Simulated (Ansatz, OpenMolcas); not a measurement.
How methods differ on BF (SMILES [B]F)

BF has 2 atoms, charge 0, and is taken as a singlet. SMILES: `[B]F`. Geometry: relaxed at PBE0-D4/def2-TZVP.

```xyz
2

B     0.0000    0.0000   -0.0094
F     0.0000    0.0000    1.2537
```

Quantity: the energy change with the B1–F2 bond stretched from 1.263 to 1.895 Å, in eV. The values are calculated.

```
                      level                    kind     program  value (eV)  less FCI/STO-3G
     HF/STO-3G (restricted)            Hartree–Fock      Ansatz        5.20            +1.07
  SVWN5/STO-3G (restricted)                     LDA  OpenMolcas        4.11            -0.02
 r2SCAN/STO-3G (restricted)                meta-GGA      Ansatz        4.12            -0.01
   PBE0/STO-3G (restricted)           global hybrid  OpenMolcas        4.38            +0.25
  HSE06/STO-3G (restricted)  range-separated hybrid      Ansatz        4.37            +0.24
  wB97X/STO-3G (restricted)  range-separated hybrid      Ansatz        4.52            +0.39
RPA@PBE/STO-3G (restricted)                     RPA      Ansatz        3.93            -0.20
    MP2/STO-3G (restricted)     perturbation theory      Ansatz        4.93            +0.80
CCSD(T)/STO-3G (restricted)   coupled cluster or CI      Ansatz        4.32            +0.19
                 FCI/STO-3G      exact in the basis      Ansatz        4.13             0.00
```

FCI/STO-3G is exact within its basis and frozen core, so for wave-function methods in that basis the difference is their error; functionals converge differently with the basis, so for them it is only a difference. Spin-restricted single references rise too steeply as a bond breaks, Hartree–Fock most of all. The first shape isn't each level's own minimum. The values span 3.93 to 5.20 eV. All rows use very small basis sets, so even the best lies far from the true value.

Stretching BF costs less energy as the wave-function treatment of correlation improves, from 5.20 eV in Hartree–Fock through MP2 and CCSD(T) to 4.13 eV in FCI. The bond is strongly polar, but its neutral fragments are open-shell atoms. As the σ–σ* gap narrows, a single closed-shell determinant keeps too much ionic character, and configurations that excite the bonding pair gain weight. MP2 removes only a minor part of the Hartree–Fock excess, whereas CCSD(T) removes most of it; its remaining +0.19 eV suggests that higher connected excitations already matter at this length.

Among the functionals, the three hybrids lie above LDA and r2SCAN, probably because semilocal exchange mimics some of the left–right correlation that exact exchange lacks. PBE0 and HSE06 nearly coincide, as expected when screening affects only long-range exchange in so compact a molecule. RPA instead falls below FCI. The stretch energy is not a dissociation energy, since the fragments still interact at the longer distance.
